Dear colleague,

A clean ring threaded by a magnetic flux carries an equilibrium current of order $ev_F/L$, one electron charge per round trip. Below I derive its flux dependence and thermal decay, and then put in numbers for your nanotube torus of 0.5 µm diameter.

**Premises and conventions**

1. The electrons, of charge $-e$ with $e>0$, are independent, spinless at first, and confined to one transverse mode on a ring of circumference $L$, with no scattering. The dispersion $\varepsilon(k)$ is even in $k$, has its minimum at $k=0$ and rises with $|k|$.
2. The flux $\Phi$ is static, imposed from outside, and passes through the hole only. It points along $+z$. The coordinate $x$ and the conventional current $I$ run counterclockwise seen from $+z$, so $I\Phi>0$ is paramagnetic.
3. The ring is in thermal equilibrium, at fixed number $N$ or at fixed chemical potential $\mu$.

I write $\Phi_0=h/e$ and $\varphi=\Phi/\Phi_0$.

**Step 1: the flux shifts the allowed momenta**

Choose the vector potential tangential and uniform, $A=\Phi/L$, so that $\oint A\,dx=\Phi$. The kinetic momentum is $p+eA$. Single-valued eigenfunctions are $e^{2\pi inx/L}$ with integer $n$, so the kinetic wave number is $2\pi n/L+e\Phi/\hbar L$, that is

$$k_n=\frac{2\pi}{L}(n+\varphi),\qquad \varepsilon_n=\varepsilon(k_n).$$

Under $\varphi\to\varphi+1$ the levels are only relabelled, and under $\varphi\to-\varphi$, $n\to-n$ they are unchanged. Every equilibrium energy is thus even in $\Phi$ with period $\Phi_0$, the theorem of Byers and Yang (1961).

**Step 2: the current is a flux derivative**

An electron in level $n$ has velocity $v_n=\hbar^{-1}d\varepsilon/dk$ and density $1/L$, so it carries $i_n=-ev_n/L$. Also $d\varepsilon_n/d\Phi=\hbar v_n\,(2\pi/L)/\Phi_0=ev_n/L$. Hence $i_n=-d\varepsilon_n/d\Phi$. Summing over filled levels at $T=0$ gives $I=-dE/d\Phi$. At fixed $\mu$, $\Omega=-k_BT\sum_n\ln[1+e^{-(\varepsilon_n-\mu)/k_BT}]$ has $\partial\Omega/\partial\varepsilon_n=f(\varepsilon_n)$, the Fermi function, so

$$I=-\frac{\partial\Omega}{\partial\Phi}=-\frac eL\sum_nv_nf(\varepsilon_n).$$

At fixed $N$ the same argument gives $I=-\partial F/\partial\Phi=k_BT\,\partial\ln Z_N/\partial\Phi$. The current is odd and periodic in $\Phi$, hence a sine series in $2\pi\varphi$.

**Step 3: ground state at fixed $N$**

Take $\varepsilon=\hbar^2k^2/2m$. Then $i_n=-(2\pi e\hbar/mL^2)(n+\varphi)$, and the ground state fills the $N$ smallest values of $|n+\varphi|$. Define $k_F=\pi N/L$, the value for which an interval of length $2k_F$ holds $N$ states, with $v_F=\hbar k_F/m$ and

$$I_0=\frac{ev_F}{L}=\frac{\Delta}{\Phi_0},\qquad\Delta=\frac{2\pi\hbar v_F}{L},$$

where $\Delta$ is the spacing of the levels moving in one direction at $k_F$. The level current becomes $i_n=-(2I_0/N)(n+\varphi)$.

For odd $N$ and $|\varphi|<1/2$ the filled levels run from $-(N-1)/2$ to $(N-1)/2$. The integers cancel, $\sum(n+\varphi)=N\varphi$, and

$$I=-2I_0\,\Phi/\Phi_0\qquad(N\ \text{odd},\ |\Phi|<\Phi_0/2).$$

For even $N$ and $0<\varphi<1$ they run from $-N/2$ to $N/2-1$. The level $-N/2$ has no partner, $\sum(n+\varphi)=N(\varphi-1/2)$, and

$$I=I_0\,(1-2\Phi/\Phi_0)\qquad(N\ \text{even},\ 0<\Phi<\Phi_0).$$

Both are sawtooth curves between $\pm I_0$, displaced by half a period. The jump of $2I_0$ occurs where the top filled level crosses an empty one of opposite velocity: at half-integer $\varphi$ for odd $N$, at integer $\varphi$ for even $N$. Odd rings are diamagnetic at small flux and even rings paramagnetic. Since $4\int_0^{1/2}(1-2\varphi)\sin(2\pi l\varphi)\,d\varphi=2/\pi l$, and the shift by half a period multiplies harmonic $l$ by $(-1)^l$, both cases read

$$I=\frac{2I_0}{\pi}\sum_{l\ge1}\frac{(-1)^{lN}}{l}\sin2\pi l\varphi .$$

With spin the two species add. If one has odd and the other even number, the odd harmonics cancel up to terms of relative order $1/N$ and the period appears halved.

**Step 4: harmonics at fixed $\mu$**

For any decaying $g$, the function $G(\varphi)=\sum_ng(n+\varphi)$ has period 1, and its Fourier coefficients are $\int_0^1Ge^{-2\pi il\varphi}d\varphi=\int_{-\infty}^\infty g(u)e^{-2\pi ilu}du$, because the unit intervals join up (Poisson summation). For odd $g$ this gives $G=4\sum_{l\ge1}\sin(2\pi l\varphi)\int_0^\infty g(u)\sin(2\pi lu)\,du$. Take $g=vf$, which is odd, with $u=kL/2\pi$:

$$I=-\frac{2e}{\pi}\sum_{l\ge1}\sin(2\pi l\varphi)\int_0^\infty dk\,v(k)\,f(\varepsilon(k))\sin(lkL).$$

The phase $lkL$ is that gathered in $l$ windings. Define $S_l(E)=\int_0^{k(E)}v\sin(lkL)\,dk$. Since $f(\varepsilon)=\int_\varepsilon^\infty(-f')\,dE$, exchanging the order of integration turns the $k$ integral into $\int dE\,(-f')\,S_l(E)$: the thermal current is the zero-temperature current averaged over Fermi energies. Integrating by parts with $v(0)=0$,

$$S_l=-\frac{v\cos lkL}{lL}+\frac1{lL}\int_0^kv'(k')\cos(lk'L)\,dk' .$$

For the parabola the second term is $(\hbar/m)\sin(lkL)/(lL)^2$, smaller than the first by $1/lkL$. For any smooth band a further integration by parts gives the relative order $v'/(lLv)$. I drop it. With $k_F$ now defined by $\varepsilon(k_F)=\mu$, harmonic $l$ at $T=0$ is $(2I_0/\pi l)\cos(lk_FL)$. For $k_FL=\pi N$ the cosine is $(-1)^{lN}$, the dropped parabolic term vanishes, and Step 3 is recovered exactly. For other $\mu$, writing $\cos a\sin b=\frac12[\sin(b+a)+\sin(b-a)]$ shows two sawtooth curves of half height, displaced by $\pm k_FL/2\pi$ in $\varphi$. At their jumps an electron enters or leaves the ring. Parity is therefore a special case at fixed $\mu$, and $\cos(lk_FL)$ is the general factor.

**Step 5: thermal damping**

Within the thermal window set $v=v_F$ and $k(E)=k_F+(E-\mu)/\hbar v_F$, and extend the energy integral to $-\infty$. With $x=(E-\mu)/k_BT$, $-f'dE=dx/4\cosh^2(x/2)$, which is even in $x$, so the average of $\cos(lk_FL+sx)$ is $\cos(lk_FL)\,J(s)$ with

$$J(s)=\int_{-\infty}^\infty\frac{e^{isx}\,dx}{4\cosh^2(x/2)},\qquad s=\frac{lLk_BT}{\hbar v_F}.$$

Integrate round the rectangle between the real axis and the line $\mathrm{Im}\,x=2\pi$. The denominator has period $2\pi i$ and the numerator gains $e^{-2\pi s}$, so the contour integral is $J(1-e^{-2\pi s})$. The one pole is at $x=i\pi+y$, $y=0$, where $4\cosh^2(x/2)=-4\sinh^2(y/2)=-y^2+O(y^4)$, and the residue is $-ise^{-\pi s}$. Thus $J(1-e^{-2\pi s})=2\pi se^{-\pi s}$ and $J=\pi s/\sinh\pi s$. The result is

$$I=\frac{2I_0}{\pi}\sum_{l\ge1}\frac{\cos(lk_FL)}{l}\,\frac{X_l}{\sinh X_l}\,\sin2\pi l\varphi,\qquad X_l=\frac{\pi lk_BTL}{\hbar v_F}=\frac{lT}{T^*},$$

with $k_BT^*=\hbar v_F/\pi L=\Delta/2\pi^2$. Note how far $T^*$ lies below the level spacing. For $T\ll T^*$ only the jumps are rounded. For $T>T^*$ the factor tends to $2X_le^{-X_l}$ and the signal becomes a sinusoid. No dephasing enters: this is averaging of the winding phase over the Fermi edge. For a parabolic band with Fermi energy $E_F$ above its bottom, the linearisation needs $k_BT\ll E_F$ and a small quadratic phase, $lk_FL(k_BT/E_F)^2/8\ll1$.

**Step 6: what changes at fixed $N$**

Near $\mu$ the right and left movers form two ladders of spacing $\Delta$. Start from the odd closed shell, where they sit at $\Delta(n-\frac12\pm\varphi)$ relative to midgap and $n\le0$ is filled. Its energy is $\Delta\varphi^2$ plus a constant, by integrating Step 3; assign half to each ladder. Adding $N_\pm$ electrons costs $\Delta(N_\pm^2/2\pm N_\pm\varphi)$, so each ladder has lowest energy $\Delta(N_\pm\pm\varphi)^2/2$. Particle-hole excitations within a ladder cost multiples of $\Delta$, are counted identically for every $N_\pm$, and give a flux-independent factor. Fixed $N$ means $N_+=-N_-=j$, so Poisson summation of the Gaussian gives

$$Z_N\propto\sum_je^{-\Delta(j+\varphi)^2/k_BT}\propto1+2\sum_{m\ge1}e^{-m^2X_1/2}\cos2\pi m\varphi .$$

At high temperature $I\to-(2I_0/\pi)X_1e^{-X_1/2}\sin2\pi\varphi$, which decays half as fast in the exponent as at fixed $\mu$. For $p$ ladders with only the total fixed, impose the constraint by $\int d\chi\,e^{i\chi\sum N_i}$. Poisson summation gives each ladder a factor $\exp[-X_1(\chi/2\pi-m_i)^2]$ times a phase. When the ladder offsets sum to zero the phases do not depend on $\chi$, and the Gaussian $\chi$ integral leaves $\exp\{-X_1[\sum m_i^2-(\sum m_i)^2/p]\}$. The leading term, a single $m_i=\pm1$, decays as $e^{-(1-1/p)X_1}$.

**Step 7: the armchair nanotube**

Take an $(n,n)$ tube with one $\pi$ orbital per carbon, nearest-neighbour hopping $-\gamma$ and graphene lattice constant $a$. The atoms lie on circles spaced $a/2$ along the axis. Each A atom bonds to one B atom on its own circle and one on each neighbouring circle. For states invariant under the $n$-fold rotation, $EA_j=-\gamma(B_j+B_{j-1}+B_{j+1})$ and likewise with A and B exchanged. The combinations $A\pm B$ decouple into two chains,

$$E_\pm(q)=\mp\gamma(1+2\cos q),\qquad q=\frac{2\pi(j+\varphi)}{N_r},$$

for a seamless torus of $M$ cells and $N_r=2M$ circles, $L=Ma$, the flux entering as in Step 1. Both bands vanish at $q=\pm q_0$, $q_0=2\pi/3$, with slope $\sqrt3\gamma$, so $\hbar v_F=\sqrt3\gamma a/2$. Measure $\mu$ from the crossing and let $\delta=\mu L/\hbar v_F$, $\theta=q_0N_r$. The band $E_+$ is filled around $q=0$ and has $k_FL=\theta+\delta$. The band $E_-$ is filled around $q=\pi$; as $N_r$ is even, $q-\pi$ takes the same set of values as $q$, and $k_FL=\pi N_r-\theta+\delta$, equivalent to $-\theta+\delta$. On the lattice the integral of Step 4 runs over the zone, at whose edge $v$ vanishes, so Steps 4 and 5 hold for each chain. Using $\cos l(\delta+\theta)+\cos l(\delta-\theta)=2\cos l\theta\cos l\delta$ and a factor 2 for spin,

$$I=\frac{8I_0}{\pi}\sum_{l\ge1}\frac{\cos l\theta\,\cos l\delta}{l}\,\frac{X_l}{\sinh X_l}\,\sin2\pi l\varphi .$$

In the ideal lattice $\cos l\theta=\cos(2\pi lM/3)$. At neutrality and $T=0$, a torus with $M$ divisible by 3 acts as four even rings, $I=4I_0(1-2\varphi)$. Otherwise the jumps sit at $\varphi=\pm1/3$ modulo 1, with $I=-8I_0\varphi$ for $|\varphi|<1/3$ and $I=4I_0(1-2\varphi)$ for $1/3<\varphi<2/3$; the peak is $8I_0/3$.

The other subbands have $E^2=\gamma^2|e^{i\pi m/n}+2\cos q|^2$, with smallest $|E|$ equal to $E_1=\gamma\sin(\pi/n)$. For $|\mu|\ll E_1$ they are full or empty. A full band contributes the Fourier coefficient of order $N_r$ of an analytic periodic function, of order $e^{-LE_1/\hbar v_F}$.

**Numbers**

Inputs: typical values $\gamma\approx2.7$ eV and $a\approx0.246$ nm, a (10,10) tube, torus diameter $D=500$ nm. Then $d=\sqrt3\,na/\pi=1.36$ nm, $L=\pi D=1571$ nm, $M\approx6385$, $N_r\approx12770$, $\hbar v_F=0.575$ eV nm and $v_F=8.74\times10^5$ m/s. It follows that $\hbar v_F/L=0.366$ meV, $\Delta=2.30$ meV, $I_0=89.1$ nA and $T^*=1.35$ K. One period in a uniform field is $B_0=4\Phi_0/\pi D^2=21.1$ mT. The zero-temperature peak at neutrality is $4I_0=0.36$ µA for $M$ divisible by 3 and 0.24 µA otherwise. For $\cos\theta=1$, $\delta=0$ and fixed $\mu$, with $I_1$ the first-harmonic amplitude, the model gives:

| $T$ (K) | $X_1$ | $X_1/\sinh X_1$ | $X_2/\sinh X_2$ | $I_1$ (µA) |
|---|---|---|---|---|
| 0.3 | 0.22 | 0.99 | 0.97 | 0.23 |
| 1.0 | 0.74 | 0.91 | 0.71 | 0.21 |
| 4.2 | 3.1 | 0.28 | 0.025 | 0.063 |

At 4.2 K the moment $I_1\pi D^2/4$ is $1.3\times10^3$ Bohr magnetons. One cell more or less turns $I_1$ into $-0.032$ µA. For contrast, an idealised single-mode GaAs ring of the same diameter, with typical mass $0.067\,m_e$ and an assumed 35 electrons per spin, has in this model $E_F=2.8$ meV, $I_0=12.3$ nA per spin and $T^*=0.19$ K; the nanotube gains through its velocity and its four channels.

**Range of validity**

These neglected terms are small.

- Band curvature: the term dropped in Step 4 is of relative order $|\cot q_0|/N_r=4.5\times10^{-5}$, and the quadratic phase at 4.2 K is $N_r(k_BT/\gamma)^2/6\sqrt3=2.2\times10^{-5}$.
- Higher subbands: $E_1=0.83$ eV and $LE_1/\hbar v_F=2.3\times10^3$.
- Field in the tube: the Zeeman term with $g\approx2$ shifts $\delta$ by $\pm\mu_BBL/\hbar v_F$, which is $3.3\times10^{-3}$ at $B_0$ and multiplies harmonic $l$ by the cosine of $l$ times that. The flux differs between the inner and outer wall by $4d/D=0.011$ quanta at $B_0$. Both grow with the number of periods swept.
- Self-field: with the thin-ring inductance $\mu_0(D/2)[\ln(8D/d)-2]$, the peak current makes $1.6\times10^{-4}\,\Phi_0$.

These are not small.

- The phase $\theta$. If the circumferential bond has hopping $\gamma+\delta\gamma$, then $\cos q_0=-(1+\delta\gamma/\gamma)/2$ and $\theta$ moves by $N_r\delta\gamma/\sqrt3\gamma$. A shift of $\pi$ needs only $\delta\gamma/\gamma=4.3\times10^{-4}$. Wall curvature changes the hoppings at relative order (bond length/$d)^2=(\pi/3n)^2=0.011$, far more than that. The rule of three belongs to the ideal lattice. In a real tube $\theta$ is a sample constant to be fitted, and the model only places $I_1$ between $\pm0.063$ µA at 4.2 K.
- Charging. A thin torus in vacuum has $C\approx2\pi\epsilon_0L/\ln(8D/d)$ and $e^2/C\approx15$ meV, well above $\Delta$. An isolated or weakly contacted ring keeps its charge fixed. An energy depending on total charge alone is independent of flux and leaves the ground-state current at given $N$ unchanged, but Step 6 then governs the decay. With $p=8$ ladders at neutrality the exponent is $7X_1/8$. The asymptotic enhancement $e^{X_1/8}$ is 1.5 at 4.2 K; read this as the size of the change, since the asymptotic form is not yet accurate there. The $X/\sinh X$ law needs exchange of electrons with a reservoir, screened charging, and a coupling too weak to broaden the levels on the scale $\hbar v_F/L$.
- Spin-orbit coupling. Curvature-induced gaps are typically a few tenths of a meV at this diameter. An assumed half-gap of 0.2 meV is 0.55 of $\hbar v_F/L$. It turns some level crossings into anticrossings, and with $\mu$ near them it rounds the jumps even at $T=0$ and can lower the first harmonics by tens of per cent.
- Scattering. A defect or seam with transmission amplitude $t$ multiplies the amplitude of each passage by $t$, so above $T^*$, where one winding dominates, $I_1$ falls by $|t|$. The elastic mean free path and the phase-coherence length must both exceed $L$.

The figures of 0.36 µA at the peak and 0.063 µA at 4.2 K are the model's, for a seamless ballistic torus. Nanotube rings as usually made are coiled bundles with overlapping ends and typically conduct diffusively round the loop. For those the model overshoots, typically by an order of magnitude or more, and the sign is random from ring to ring. The period $B_0$ depends on the enclosed area alone, so it is the quantity to establish first, and the ratio of second to first harmonic against temperature comes next.